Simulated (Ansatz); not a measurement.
Al: the change of energy above lowest point with volume scale

All results are calculated (Ansatz 0.2.0). Free energy against uniform scaling of the volume at fixed shape and fractions; periodic cell, basis, potentials, k mesh and filling as listed.

The cell before it is scaled or strained (space group Im-3m, No. 229):
```
Al
1.0
     -1.5912     1.5912     1.5912
      1.5912    -1.5912     1.5912
      1.5912     1.5912    -1.5912
Al
1
Direct
  0.00000 0.00000 0.00000
```

Settings of every row: functional LDA; dispersion none; potentials all-electron LAPW; k mesh 13x13x13; k shift 0x0x0; occupations fermi dirac; smearing width 0.1 eV; spin none.

Limits: coarse k mesh, up to 40 meV an atom off; the cell comes from a prototype or a list of computed structures and needn't be the stable phase.

| row | volume scale | V (Å³/atom) | energy above lowest point (meV/atom) |
| --- | --- | --- | --- |
| 1 | 0.92 | 14.826 | 30.3 |
| 2 | 0.96 | 15.471 | 7.4 |
| 3 | 1 | 16.115 | 0 |
| 4 | 1.04 | 16.76 | ? |
| 5 | 1.08 | 17.404 | 19.7 |

Question: what energy above lowest point should row 4 give?

Worked fit of energy above lowest point. Take u = (V_r/V)^(2/3) − 1 with V_r = 15.793 Å³ an atom, which is twice the finite (Eulerian) strain; such expansions in the strain, on which the Birch-Murnaghan equation of state is built, carry the rest volume and the bulk modulus. The shown rows have u = 0.04302, 0.01383, -0.01337, -0.0627. Least squares give energy above lowest point = 2 + 274.7 × u + 8886 × u² meV/atom; a straight line predicts inner rows, each left out in turn, worse (root mean square 16 against 0.2 meV/atom). The rows lie off it by 0.0, -0.1, 0.1, 0.0. Its lowest point lies at u = -0.0155, or V = 16.17 Å³ an atom, and the curvature there gives the bulk modulus at fixed shape and fractions, B = (4/9)(1 + u)² E″(u)/V = 75.9 GPa. The withheld row has u = -0.03884, so the fit gives 2 + 274.7 × (-0.03884) + 8886 × (-0.03884)² = 4.7 meV/atom.

The calculation gave 5 meV/atom. The fit lies 0.3 meV/atom (6 % of the value, 0.99 % of the column's range) below it; its largest miss of a shown row is 0.1 meV/atom.
